# Character expansion for the n-vector model

A classical spin model with rotational symmetry has a natural high-temperature variable, which replaces the coupling $K$ in the way $\tanh K$ does for the Ising model. We derive it, solve the chain with it, find the weight of a closed polygon, and apply the result to RbMnF$_3$. At each **Predict**, answer before reading on.

## 1. Premises

- Each site carries a unit vector $\mathbf s_i\in\mathbb R^n$ ($n=1$ Ising, $2$ planar, $3$ Heisenberg).
- $H=-\mathcal J\sum_{\langle ij\rangle}\mathbf s_i\cdot\mathbf s_j$, each nearest-neighbour bond counted once, with no field, and $K=\mathcal J/k_BT$.
- $\int d\mathbf s$ is the rotation-invariant measure on the unit sphere with $\int d\mathbf s=1$, so $Z=\int\prod_i d\mathbf s_i\prod_{\langle ij\rangle}e^{K\mathbf s_i\cdot\mathbf s_j}\to1$ as $T\to\infty$.
- One theorem is taken as known. Functions on the sphere split into orthogonal spaces $\mathcal H_l$, $l=0,1,2,\dots$, the harmonic homogeneous polynomials of degree $l$, which carry inequivalent irreducible representations of $O(n)$ of dimension $d_l$.

$\mathcal H_0$ holds the constants, so $d_0=1$. $\mathcal H_1$ holds the components $s^a$, so $d_1=n$. $\mathcal H_2$ holds the traceless forms $s^as^b-\delta^{ab}/n$, so $d_2=n(n+1)/2-1=(n+2)(n-1)/2$. For $n=1$ only $l=0,1$ exist.

## 2. Expanding one bond

Treat the bond weight as the kernel of an operator, $(Tf)(\mathbf a)=\int d\mathbf s\,e^{K\mathbf a\cdot\mathbf s}f(\mathbf s)$. It depends only on $\mathbf a\cdot\mathbf s$, so $T$ commutes with all of $O(n)$.

**Predict:** how many distinct eigenvalues can $T$ have on one $\mathcal H_l$?

One. By Schur's lemma $T$ acts on $\mathcal H_l$ as a number $\lambda_l(K)$. With a real orthonormal basis $Y_{lm}$, $m=1,\dots,d_l$,

$$e^{K\mathbf a\cdot\mathbf b}=\sum_l\lambda_l\,d_lP_l(\mathbf a\cdot\mathbf b),\qquad d_lP_l(\mathbf a\cdot\mathbf b)\equiv\sum_mY_{lm}(\mathbf a)Y_{lm}(\mathbf b).\tag{1}$$

The sum over $m$ is the kernel of the projector on $\mathcal H_l$. It is invariant, hence a function of $t=\mathbf a\cdot\mathbf b$, and a polynomial of degree $l$ and parity $(-1)^l$. Setting $\mathbf b=\mathbf a$ and integrating gives $d_lP_l(1)=d_l$, so $P_l(1)=1$, and the Cauchy–Schwarz inequality then gives $|P_l|\le1$. Orthonormality of the $Y_{lm}$ yields the convolution rule

$$\int d\mathbf s\;d_lP_l(\mathbf a\cdot\mathbf s)\;d_{l'}P_{l'}(\mathbf s\cdot\mathbf b)=\delta_{ll'}\,d_lP_l(\mathbf a\cdot\mathbf b).\tag{2}$$

For $l=1$, symmetry and $|\mathbf s|=1$ give $\int s^as^b=\delta^{ab}/n$, so $Y_{1a}=\sqrt n\,s^a$ and $P_1=t$. For $l=2$, the even quadratic orthogonal to 1 with $P_2(1)=1$ is $P_2=(nt^2-1)/(n-1)$.

In what sense are these characters? For $n=1,2$ the sphere is itself a group, $Z_2$ or $U(1)$, and (1) is the expansion in its characters, $1$ and $ab$, or $e^{\pm il\theta}$ paired into $2\cos l\theta$. For $n=3$ the sphere is the coset space $SO(3)/SO(2)$. The $P_l$ are Legendre polynomials, equal to the rotation-matrix element $D^l_{00}(g)$, which is the $SO(3)$ character $\chi_l(gh)$ averaged over rotations $h$ about the polar axis. Only (1) and (2) are used below, and they hold for every $n$.

## 3. The variable u

Multiply (1) by $P_l(\mathbf b\cdot\mathbf a)$, integrate over $\mathbf b$, and use (2) with coincident end points:

$$\lambda_l=\langle e^{Kt}P_l(t)\rangle_0,\tag{3}$$

where $\langle\cdot\rangle_0$ averages over the sphere. For $n\ge2$ the density of $t=\cos\theta$ is proportional to $\sin^{n-2}\theta\,|d\theta/dt|=(1-t^2)^{(n-3)/2}$. Odd moments vanish. With $y=t^2$ the even moments are ratios of beta functions,

$$\langle t^{2k}\rangle_0=\frac{B(k+\frac12,\frac{n-1}2)}{B(\frac12,\frac{n-1}2)}=\frac{\Gamma(k+\frac12)\,\Gamma(\frac n2)}{\Gamma(\frac12)\,\Gamma(k+\frac n2)} .$$

The last form equals 1 at $n=1$, which is correct for $t=\pm1$. Insert $\Gamma(k+\frac12)/\Gamma(\frac12)=(2k)!/(4^kk!)$ into $\lambda_0=\sum_kK^{2k}\langle t^{2k}\rangle_0/(2k)!$ and set $\nu=n/2-1$:

$$\lambda_0=\Gamma(\tfrac n2)\sum_{k\ge0}\frac{(K/2)^{2k}}{k!\,\Gamma(k+\nu+1)}=\Gamma(\tfrac n2)\Big(\frac2K\Big)^{\nu}I_\nu(K),\tag{4}$$

by the series $I_\nu(K)=\sum_k(K/2)^{2k+\nu}/[k!\,\Gamma(k+\nu+1)]$ of the modified Bessel function.

**Predict:** obtain $\lambda_1$ without a new integral.

Since $P_1=t$, (3) says $\lambda_1=d\lambda_0/dK$. Differentiating (4) term by term gives $k(K/2)^{2k-1}/[k!\,\Gamma(k+\nu+1)]$, and $k=j+1$ turns this into $(K/2)^{2j+1}/[j!\,\Gamma(j+\nu+2)]$. So $\lambda_1=\Gamma(\frac n2)(2/K)^\nu I_{\nu+1}$. With $u_l=\lambda_l/\lambda_0$ and $u\equiv u_1$,

$$\boxed{u=\frac{d\ln\lambda_0}{dK}=\frac{I_{n/2}(K)}{I_{n/2-1}(K)}}\tag{5}$$

This is the thermal average of $\mathbf a\cdot\mathbf b$ on one isolated bond. The three common cases follow directly from (3):

| $n$ | $\lambda_0$ | $u$ |
|---|---|---|
| 1 | $\frac12(e^K+e^{-K})=\cosh K$ | $\tanh K$ |
| 2 | $\frac1\pi\int_0^\pi e^{K\cos\theta}d\theta=I_0(K)$ | $I_1/I_0$ |
| 3 | $\frac12\int_{-1}^1e^{Kt}dt=\sinh K/K$ | $\coth K-1/K$ |

Four properties are needed later.

**(a) Differential equation.** Regard $\lambda_0=\int d\mathbf s\,e^{\mathbf K\cdot\mathbf s}$ as a function of the vector $\mathbf K$. Its Laplacian brings down $|\mathbf s|^2=1$, so $\lambda_0''+(n-1)\lambda_0'/K=\lambda_0$. Since $\lambda_0''/\lambda_0=u'+u^2$,

$$u'=1-u^2-(n-1)\,u/K .\tag{6}$$

Put $u=c_1K+c_3K^3+\dots$. Order $K^0$ gives $c_1=1-(n-1)c_1$, and order $K^2$ gives $3c_3=-c_1^2-(n-1)c_3$. Hence $u=K/n-K^3/[n^2(n+2)]+O(K^5)$.

**(b) The next coefficient.** For $n\ge2$, $\lambda_2=(n\lambda_0''-\lambda_0)/(n-1)=\lambda_0-n\lambda_1/K$, using the same equation. So $u_2=1-nu/K=K^2/[n(n+2)]+O(K^4)$.

**(c) Order and parity.** $P_l$ is orthogonal to all lower powers of $t$, so the first $l$ Taylor terms of $e^{Kt}$ drop out of (3) and $u_l=O(K^l)$. Also $u_l(-K)=(-1)^lu_l(K)$.

**(d) Bound.** $u_l$ is the average of $P_l$ with a positive weight, so $|u_l|<1$ for $l\ge1$ at finite $K$.

## 4. Graph rules

For $N_b$ bonds, (1) gives

$$Z=\lambda_0^{N_b}\int\prod_id\mathbf s_i\prod_{\langle ij\rangle}\Big[1+\sum_{l\ge1}u_l\,d_lP_l(\mathbf s_i\cdot\mathbf s_j)\Big].\tag{7}$$

Multiply out. Each term labels every bond with an $l$. Draw the bonds with $l\ge1$; by (c) the term is of order $K^{\sum l}$.

**Predict:** what happens at a site met by one drawn line, by two, or by three lines all with $l=1$?

1. One line: the integral is (2) with $l'=0$, which vanishes. No loose ends.
2. Two lines: (2) forces equal labels and joins them into one line.
3. Any number: substituting $\mathbf s_i\to-\mathbf s_i$ multiplies the integrand by $(-1)^{\sum l}$ over the lines at $i$, so that sum must be even. Three $l=1$ lines give zero, while $(1,1,2)$ is allowed.

## 5. The open chain

Every drawn graph on an open chain of $N$ sites has a loose end, so $Z=\lambda_0^{N-1}$ exactly.

For $\langle\mathbf s_0\cdot\mathbf s_r\rangle$ insert $\mathbf s_0\cdot\mathbf s_r=\frac1n\,d_1P_1(\mathbf s_r\cdot\mathbf s_0)$ in the integrand. This is an extra $l=1$ line from $r$ to $0$ with weight $1/n$.

**Predict:** which labelling survives, and what becomes of the $1/n$?

Outside the segment from $0$ to $r$, rule 1 applied inward from the free ends sets all labels to zero. Sites $0$ and $r$ then meet two lines each, so rule 2 puts $l=1$ on all $r$ bonds between them, with factor $u^r$. Repeated use of (2) shrinks the closed loop to $d_1P_1(1)=n$, which cancels the $1/n$:

$$\boxed{\langle\mathbf s_0\cdot\mathbf s_r\rangle=u^{r}},\qquad r\ge0,\qquad\xi=-1/\ln|u|\tag{8}$$

with $\xi$ in lattice spacings. Because $|u|<1$, the sum over both directions of an infinite chain converges:

$$\boxed{\sum_{r=-\infty}^\infty\langle\mathbf s_0\cdot\mathbf s_r\rangle=1+\frac{2u}{1-u}=\frac{1+u}{1-u}}\tag{9}$$

Isotropy gives $\langle s_0^as_r^b\rangle=\delta^{ab}u^{|r|}/n$. A moment $\mu\mathbf s$ per site in a weak field $B$ therefore has $\partial m/\partial B=(\mu^2/nk_BT)(1+u)/(1-u)$. The factor $1/n$ belongs to the susceptibility and not to (9). The case $n=3$ is due to Fisher (1964) and general $n$ to Stanley (1969).

**Predict:** what is (9) for an antiferromagnetic chain?

By (c), $u=-|u|$. The uniform sum is $(1-|u|)/(1+|u|)$, and the staggered sum, weighted by $(-1)^r$, is $(1+|u|)/(1-|u|)$. At large $K$ and $n\ge2$, put $u=1-\epsilon$ in (6) and drop $u'$ and $\epsilon^2$, both $O(K^{-2})$. Then $\epsilon\simeq(n-1)/2K$ and $\xi\simeq2K/(n-1)$, finite at every $T>0$.

## 6. The polygon

Close the chain into a ring of $p\ge3$ bonds. Rules 1 and 2 allow only one label $l$ on all bonds. Applying (2) $p-1$ times leaves $d_lP_l(1)=d_l$, so exactly

$$Z_p=\lambda_0^p\sum_ld_lu_l^p=\operatorname{Tr}T^p .\tag{10}$$

**Predict:** the first correction to $p\ln\lambda_0$, and the order of the next.

Expanding the logarithm,

$$\boxed{\ln Z_p=p\ln\lambda_0+n\,u^p+O(K^{2p})}\tag{11}$$

where the $K^{2p}$ part comes from $d_2u_2^p-\frac12n^2u^{2p}$. The factor $n$ counts the components $s^a$ that can run around the loop. For $n=1$, $d_2=0$ and $Z_p=\cosh^pK\,(1+\tanh^pK)$.

On a lattice, each self-avoiding $p$-gon drawn with $l=1$ is a term $nu^p$ of (7). Take the simple cubic lattice of $N$ sites with periodic boundaries and even side of at least 8, so $N_b=3N$. All cycles are even. What else occurs below order $K^8$?

- A square with $l=2$ is of order $K^8$.
- Two cycles with no common bond need at least eight bonds.
- Two sites joined by three disjoint paths need path lengths of equal parity. Lengths $(2,2,2)$ are impossible, since two sites share at most two neighbours, and only one path can have length 1. The smallest case is $(1,3,3)$, with seven bonds. Rule 3 forbids $l=1$ throughout, so the order is at least $2+3+3=8$. Other cases, and graphs with more cycles, have at least eight bonds.
- The quadratic term of the logarithm starts at $u^4u^4$.

So only squares and hexagons matter through $K^6$.

**Predict:** count them per site.

Squares: one per site in each of three plane orientations, so 3. Hexagons: four squares meet at each bond, and any two of them, with the common bond removed, form a hexagon, flat or folded. That gives $3\binom42=18$. Each cube also has one skew hexagon around each of its 4 body diagonals. A six-step loop uses steps in opposite pairs along two or three axes, and these shapes exhaust the cases, so the total is 22. For $n=3$,

$$\frac{\ln Z}N=3\ln\frac{\sinh K}K+9u^4+66u^6+O(K^8).\tag{12}$$

Since $\partial\ln Z/\partial K=3N\langle\mathbf s_i\cdot\mathbf s_j\rangle$, the neighbour correlation is

$$g=u+12u^3u'+132u^5u'+O(K^7),\qquad u'=1-u^2-2u/K.\tag{13}$$

As a test, $u'\to1/3$ makes the second term $4u^3$, the four three-step paths between neighbours, each weighted as in (8).

## 7. Range of validity

**Exact results.** Equations (1)–(10) hold for all real $K$ and integer $n\ge1$, with (8) and (9) for the open or infinite chain. Equation (8) also holds on any tree, since it used only the absence of loops.

**Lattice series.** Equation (11) is the leading term for one ring, good when $n|u|^p\ll1$. Equations (12) and (13) are truncated high-temperature series and describe only the disordered phase. A scale for their failure comes from the tree with $q$ neighbours, which has $q(q-1)^{r-1}$ sites at distance $r$:

$$1+\sum_{r\ge1}q(q-1)^{r-1}u^r=1+\frac{qu}{1-(q-1)u}=\frac{1+u}{1-(q-1)u}.$$

For $q=2$ this is (9). For $q=6$ it diverges at $u=1/5$, which for $n=3$ is $K=0.615$. This is an estimate for the cubic lattice and not a bound. The truncated series needs $|u|$ well below $1/5$.

**Sign of $K$.** On a bipartite lattice, inverting the spins of one sublattice leaves the measure unchanged and sends $K\to-K$. Thus $\ln Z$ is even in $K$, and the antiferromagnet has neighbour correlation $-g(|K|)$. With triangles present this fails, since $nu^3$ changes sign.

**Symmetry.** Anisotropy or a field removes the $O(n)$ invariance behind Schur's lemma. Further-neighbour exchange keeps the rules but adds graphs.

**Quantum spins.** Take $H=2J\sum\mathbf S_i\cdot\mathbf S_j$ with $J>0$ antiferromagnetic, $X=S(S+1)$, $\beta=1/k_BT$, and bond operator $A=\mathbf S_1\cdot\mathbf S_2$. Its eigenvalues are $\frac12L(L+1)-X$ with weight $2L+1$, $L=0,\dots,2S$. Summing powers gives the normalised traces

$$\langle A\rangle_0=0,\quad\langle A^2\rangle_0=\frac{X^2}3,\quad\langle A^3\rangle_0=-\frac{X^2}6,\quad\langle A^4\rangle_0=\frac{X^4}5-\frac{2X^2(X-1)}{15}.$$

The replacement $\mathbf S\to\sqrt X\,\mathbf s$ gives classical moments $0$, $X^2/3$, $0$, $X^4/5$. It matches the second moment, which is why it is chosen, and from here on $K$ denotes the positive $2J\beta X$.

**Predict:** which terms of $\ln\operatorname{Tr}e^{-\beta H}$ differ from the classical ones through $K^4$?

A spin that appears once in a trace gives zero, and a spin that appears twice gives $\langle S^aS^b\rangle_0=\delta^{ab}X/3$, its classical value, so squares are unchanged. Three terms remain.

- Third moment, per bond: $-(2J\beta)^3\langle A^3\rangle_0/6=K^3/36X$.
- Fourth moment, per bond: $-(2J\beta)^4\,2X^2(X-1)/(15\cdot24)=-(X-1)K^4/180X^2$.
- Two bonds $A,B$ sharing a site. Four of the six orderings of $A^2B^2$ have trace $X^4/9$, as classically. The two of type $ABAB$ give $(X/3)^2\langle S^aS^bS^aS^b\rangle_0=(X/3)^2X(X-1)$, from $S^aS^bS^a=(X-1)S^b$. The shift is $2(-X^3/9)(2J\beta)^4/24=-K^4/108X$, for each of $\binom62=15$ pairs per site.

With $g=-\langle\mathbf S_i\cdot\mathbf S_j\rangle/X=\frac13\,\partial(\ln Z/N)/\partial K$,

$$\delta g=\frac{K^2}{12X}-\Big[\frac5{27X}+\frac{X-1}{45X^2}\Big]K^3+O(K^4).\tag{14}$$

## 8. Numbers for RbMnF$_3$

In this cubic perovskite the Mn$^{2+}$ ions, $S=5/2$, form a simple cubic lattice with antiferromagnetic nearest-neighbour exchange and very weak anisotropy. As input take a typical $J/k_B\approx3.4$ K in the convention $H=2J\sum\mathbf S_i\cdot\mathbf S_j$. Then $X=8.75$ and $2JX/k_B=59.5$ K. The tree estimate $K=0.615$ corresponds to 97 K, so choose $T=200$ K, well above it. With the input taken as exact, $K=0.2975$, and extra figures below serve only to rank the terms.

**Predict:** $u$ from its first series term, and the relative size of the square term in (13).

The first term is $K/3=0.0992$. The full values are $u=0.09859$ and $u'=0.3275$. A row of ions with its transverse bonds removed would have $\xi=0.43$ spacings, staggered sum 1.219 and uniform sum 0.821, from (8) and (9). For the cubic lattice:

| contribution | $\ln Z/N$ | $g$ |
|---|---|---|
| single bonds | 0.04412 | 0.09859 |
| squares | 0.00085 | 0.00377 |
| hexagons | 0.00006 | 0.00040 |

The classical sum is $g=0.1028$, with squares adding 3.8 % to the single-bond value. The hexagon term is 0.11 of the square term, and a similar ratio would put the omitted $K^7$ term near $4\times10^{-5}$.

The quantum terms in (14) are $+0.00084$ and $-0.00062$, which are 22 % and 16 % of the square term in size. Each exceeds the hexagon term. They partly cancel, but the $K^4$ term is not computed, so the fourth decimal of $g$ means nothing for spin 5/2. The classical model with this assumed exchange gives $\langle\mathbf s_i\cdot\mathbf s_j\rangle\approx-0.103$ at 200 K, uncertain by about one unit in the last place from (14), and an exchange energy $-3\,(59.5\text{ K})\,g\approx-18$ K per Mn ion in units of $k_B$. Both numbers are the model's. At this temperature $g$ scales almost linearly with the assumed $J$, so a two-figure input supports about two figures in it.